# Undoped symmetric double gate: limits and scaling

## Model and conventions

- Film $|x|\le t/2$, permittivity $\varepsilon$, two identical gates with $C_{ox}=\varepsilon_{ox}/t_{ox}$. Define $C_{si}=\varepsilon/t$ and $\phi_t=kT/q$.
- $\psi$ is the potential of the intrinsic level and $V$ the electron quasi-Fermi potential, both referred to the source Fermi level. $\Delta\phi$ is the gate work function minus that of intrinsic Si. We take the intrinsic level at midgap, so $\Delta\phi=0$ for midgap gates.
- Long channel (one-dimensional Poisson equation, $V$ independent of $x$), classical Boltzmann electrons, no holes, no dopants, no oxide charge.
- $Q>0$ is the magnitude of the electron charge per area in the whole film, and $N=Q/q$.

Poisson's equation is $\psi''=(\phi_t/L_D^2)\,e^{(\psi-V)/\phi_t}$ with $L_D^2=\varepsilon\phi_t/(qn_i)$. The even solution (Taur) is

$$\psi=V-2\phi_t\ln\!\left[\frac{t}{2\sqrt2\,\beta L_D}\cos\frac{2\beta x}{t}\right],\qquad 0<\beta<\frac{\pi}{2}.\tag{1}$$

The surface field is $E_s=4\phi_t\beta\tan\beta/t$. Gauss's law gives $Q=2\varepsilon E_s$. Continuity of displacement gives $C_{ox}(V_g-\Delta\phi-\psi_s)=Q/2$. Hence

$$Q=Q_0\sigma,\quad \sigma=\beta\tan\beta,\quad Q_0=8C_{si}\phi_t,\tag{2}$$

$$v=\ln\beta-\ln\cos\beta+2r\beta\tan\beta,\quad r=\frac{C_{si}}{C_{ox}}=\frac{\varepsilon t_{ox}}{\varepsilon_{ox}t},\tag{3}$$

with $v=(V_g-\Delta\phi-V-V_0)/2\phi_t$ and $V_0=2\phi_t\ln(2\sqrt2L_D/t)$. Since $\beta^2\sec^2\beta=\beta^2+\sigma^2$, (3) reads

$$2v=\ln(\beta^2+\sigma^2)+4r\sigma.\tag{4}$$

The first term is the surface potential, the second the oxide drop $Q/2C_{ox}$, both in units of $\phi_t$. The densities are $n_0=(Q_0/qt)\beta^2$ at the centre and $n_s=(Q_0/qt)(\beta^2+\sigma^2)$ at the surfaces.

## Dimensional analysis

Six quantities: $V_g-\Delta\phi-V$, $\phi_t$, $qn_i$, $\varepsilon$, $t$, $C_{ox}$. Three dimensions: voltage, charge, length. Three groups remain: bias$/\phi_t$, $t/L_D$, $r$. Without holes, shifting all potentials by $c$ and multiplying $n_i$ by $e^{-c/\phi_t}$ changes nothing. This merges the first two groups into $v$, so $Q=Q_0\,\sigma(v,r)$.

- $n_i$ and $\Delta\phi$ only translate the $Q(V_g)$ curve.
- Dividing $t$ and $t_{ox}$ by $\kappa$ keeps $r$, multiplies $Q_0$ by $\kappa$ and raises $V_0$ by $2\phi_t\ln\kappa$.

## Setting

Inputs: $t=10$ nm, $t_{ox}=1.5$ nm, 300 K, $V=0$, and the typical values $\varepsilon=11.7\varepsilon_0$, $\varepsilon_{ox}=3.9\varepsilon_0$, $n_i\approx1.0\times10^{10}$ cm$^{-3}$.

Derived: $\phi_t=25.85$ mV, $L_D=40.9$ µm, $t/L_D=2.4\times10^{-4}$, $C_{ox}=2.30$ µF/cm², $C_{si}=1.04$ µF/cm², $r=0.45$, $V_0=0.484$ V, $Q_0/q=1.34\times10^{12}$ cm$^{-2}$. Millivolt digits below describe the model. A 10% increase of $n_i$ lowers every gate voltage by 2.5 mV.

## Exact derivatives

Use $d\sigma/d\beta=(\sigma+\sigma^2+\beta^2)/\beta$ and $d\ln(\beta^2+\sigma^2)/d\beta=2(1+\sigma)/\beta$. Then

$$m\equiv\frac{d\ln(\beta^2+\sigma^2)}{d\ln\sigma}=\frac{2\sigma(1+\sigma)}{\sigma+\sigma^2+\beta^2},\qquad 1<m<2.$$

The charge swing $S=dV_g/d\log_{10}Q$ and the capacitance $C=dQ/dV_g$ (both gates tied) are

$$S=S_0(m+4r\sigma),\qquad \frac{C}{2C_{ox}}=\frac{4r\sigma}{m+4r\sigma},\tag{5}$$

with $S_0=\phi_t\ln10=59.5$ mV/dec. Equivalently $1/C=1/2C_{ox}+m\phi_t/Q$.

## Small $\sigma$: volume inversion

Inverting $\sigma=\beta^2+\beta^4/3+2\beta^6/15+\dots$ gives $\beta^2=\sigma-\sigma^2/3+4\sigma^3/45+\dots$, and (4) becomes

$$2v=\ln\sigma+\left(4r+\tfrac23\right)\sigma-\tfrac{2}{15}\sigma^2+\dots\tag{6}$$

In physical units the first two terms are

$$V_g-\Delta\phi-V\simeq\phi_t\ln\frac{Q}{qn_it}+\frac{Q}{2C_{ox}}+\frac{Q}{12C_{si}}.\tag{7}$$

- Leading order: $Q=qn_it\,e^{(V_g-\Delta\phi-V)/\phi_t}$. Flat bands, $Q\propto t$, no dependence on the oxide, $S=S_0$.
- The last term of (7) is the parabolic bending of a uniform charge: $\psi_s-\psi_0=Q/8C_{si}$, and the mean potential lies two thirds of that below $\psi_s$.
- Explicit form: $a\sigma=W(ae^{2v})$, with $a=4r+2/3$ and $W$ the Lambert function.
- $S=S_0(1+a\sigma)$ to first order. Here $a=2.47$, and $S$ is 10% above $S_0$ at $N\approx5.4\times10^{10}$ cm$^{-2}$.
- Halving $t$ raises $V_g$ at fixed small $Q$ by $\phi_t\ln2=17.9$ mV.

## Large $\sigma$: two surface layers

From $\cot\beta=\beta/\sigma$, $\beta=(\pi/2)(1-1/\sigma+\dots)$. Then

$$2v=4r\sigma+2\ln\sigma+\frac{\pi^2}{4\sigma^2}+\dots,\tag{8}$$

$$V_g-\Delta\phi-V\simeq\frac{Q}{2C_{ox}}+2\phi_t\ln\frac{Q/2}{\sqrt{2\varepsilon kTn_i}}.\tag{9}$$

- $t$ has dropped out of (9): two independent surfaces, each with $Q/2$. They couple only through $\phi_t\pi^2/4\sigma^2\propto(Qt)^{-2}$.
- The centre saturates: $n_0\to2\pi^2\varepsilon\phi_t/qt^2=3.30\times10^{18}$ cm$^{-3}$ and $\psi_0-V\to V_0+2\phi_t\ln(\pi/2)=0.507$ V. Neither limit depends on $r$.
- Explicit form: $2r\sigma=W(2re^{v})\approx\Lambda-\ln\Lambda$, with $\Lambda=v+\ln2r$. $Q$ is linear in $V_g$ up to a logarithm, so an extrapolated threshold drifts with bias.
- $m=2(1-\pi^2/4\sigma^2+\dots)$. The layer adds an electrical thickness $t/2\sigma=4\varepsilon\phi_t/Q$ of silicon per side, and $1-C/2C_{ox}\to1/2r\sigma$.

## Crossovers and the role of $r$

**Film crossover.** Take $n_s=2n_0$, which is $\beta=\sigma=\pi/4$. In charge it does not depend on the oxide. Here $N=1.05\times10^{12}$ cm$^{-2}$ and $V_g=0.526$ V.

**Oxide crossover.** Take $C=C_{ox}$, half its ceiling, which is $4r\sigma=m$ by (5). Since $1<m<2$, it lies between $\sigma=1/4r$ and $1/2r$.

**$r\gg1$ (thin film, thick oxide).** $\sigma_c\simeq1/(4r-2/3)\ll1$. The oxide takes over while the film is still flat. Form (7) covers turn-on, and its film term is $1/6r$ of its oxide term. Surface layers form only at an oxide drop $4r\sigma\phi_t=\pi r\phi_t$.

**$r\ll1$ (thick film, thin oxide).** $\sigma_c\simeq(1-\pi^2r^2)/2r\gg1$. At $r=0$ the gate pins $\psi_s$ and $\beta\sec\beta=e^v$; the first correction replaces $v$ by $v-2r\sigma$. In the window $1\ll\sigma\ll1/2r$, $Q\propto e^{V_g/2\phi_t}$ and $S\approx2S_0=119$ mV/dec. The window needs very small $r$. At $t=100$ nm ($r=0.045$), $S/S_0$ is 2.09 at $\beta=1.1$ and 2.72 at $\beta=1.3$, with no plateau.

**Boundary.** At $\beta=\pi/4$, $m=(4+\pi)/(2+\pi)$. The two crossovers coincide at $r^*=(4+\pi)/[\pi(2+\pi)]=0.442$. Our $r=0.45$ sits next to it. The bounds on $\sigma_c$ are 0.556 and 1.11, and the root is $\beta=0.779$, $\sigma_c=0.768$, $V_g=0.524$ V. There is one knee, and neither expansion in $r$ applies.

## Numbers

$\Delta_7$ and $\Delta_9$ are the gate voltages of (7) and (9) minus the exact value at equal $Q$. Both are independent of $r$, and $\Delta_9=2\phi_t\ln\sin\beta$.

| $\beta$ | $\sigma$ | $N$ ($10^{12}$ cm$^{-2}$) | $V_g$ (V) | $m$ | $C/2C_{ox}$ | $\Delta_7$ (mV) | $\Delta_9$ (mV) |
|---|---|---|---|---|---|---|---|
| 0.1 | 0.0100 | 0.0134 | 0.365 | 1.01 | 0.018 | 0.0003 | −119.1 |
| 0.5 | 0.273 | 0.365 | 0.467 | 1.16 | 0.297 | 0.25 | −38.0 |
| $\pi/4$ | 0.785 | 1.05 | 0.526 | 1.39 | 0.504 | 1.9 | −17.9 |
| 1.1 | 2.16 | 2.89 | 0.630 | 1.70 | 0.696 | 11.4 | −6.0 |
| 1.3 | 4.68 | 6.26 | 0.783 | 1.88 | 0.818 | 38.9 | −1.9 |
| 1.4 | 8.12 | 10.9 | 0.970 | 1.95 | 0.882 | 85.0 | −0.8 |

The two forms bracket the exact voltage. Their errors are equal in size at $\beta=1.03$, where each is 7.8 mV. Form (7) holds to 2 mV through the knee.

## Drain current

For constant mobility $\mu$, width $W_g$ and length $L$, $I=\mu(W_g/L)\int Q\,dV$ with $dV=-2\phi_t\,dv$. The integral is elementary:

$$I=\mu\frac{W_g}{L}Q_0\phi_t\left[2\sigma-\beta^2+2r\sigma^2\right]^{\text{source}}_{\text{drain}}.$$

Small $\sigma$: the bracket tends to $\sigma$, diffusion current, $\phi_t(Q_s-Q_d)$. Large $\sigma$: square law, $(Q_s^2-Q_d^2)/4C_{ox}$, with leading correction $2\phi_t(Q_s-Q_d)$.

## Size of neglected terms

- **Holes.** At $V=0$, $p/n=e^{-2\psi/\phi_t}$, below 1% for $\psi>59.5$ mV. With holes $t/L_D$ returns as a separate group.
- **Dopants.** An assumed $10^{16}$ cm$^{-3}$ of ionized acceptors adds an oxide drop $qN_At/2C_{ox}=0.35$ mV.
- **Degeneracy.** Take $N_c\approx2.8\times10^{19}$ cm$^{-3}$ (typical). The Boltzmann $n_s$ is $3.2\times10^{19}$ cm$^{-3}$ at $\beta=1.3$ and $9.1\times10^{19}$ cm$^{-3}$ at $\beta=1.4$. The first integral of Poisson's equation fixes $\int n\,d\psi$ at given $Q$. With the centre term left at its Boltzmann value, the reduced surface Fermi level obeys $\mathcal F_{3/2}(\eta_s)=n_s/N_c$ (normalized Fermi-Dirac integral) in place of $e^{\eta_s}=n_s/N_c$. $V_g$ rises by about 5 mV and 12 mV. This exceeds $|\Delta_9|$, so the coupling term of (8) is below the accuracy of the model there.
- **Confinement, flat bands.** Take a (100) film, hard walls, two valleys with $m_z\approx0.92m_0$ and four with $m_z\approx0.19m_0$ (typical). $E_1=\hbar^2\pi^2/2m_zt^2$ is 4.1 and 19.8 meV. Each valley holds the same classical density. The subband sum $\sum_je^{-j^2E_1/kT}$, divided by its classical value $\tfrac12\sqrt{\pi kT/E_1}$, is $1-\sqrt{E_1/\pi kT}$ up to exponentially small terms. The valley average is 0.60, which raises the subthreshold $V_g$ by about 13 mV. That is comparable to the 17.9 mV thickness shift and grows as $t$ falls.
- **Confinement, strong inversion.** At $\beta=1.4$, $E_s=0.84$ MV/cm. The Airy length $(\hbar^2/2m_zqE_s)^{1/3}$ of the heavy valleys is 0.79 nm, against a classical $t/2\sigma=0.62$ nm. The classical profile is then not reliable. Read the capacitances in the last rows as classical-model values, not as predictions for a device.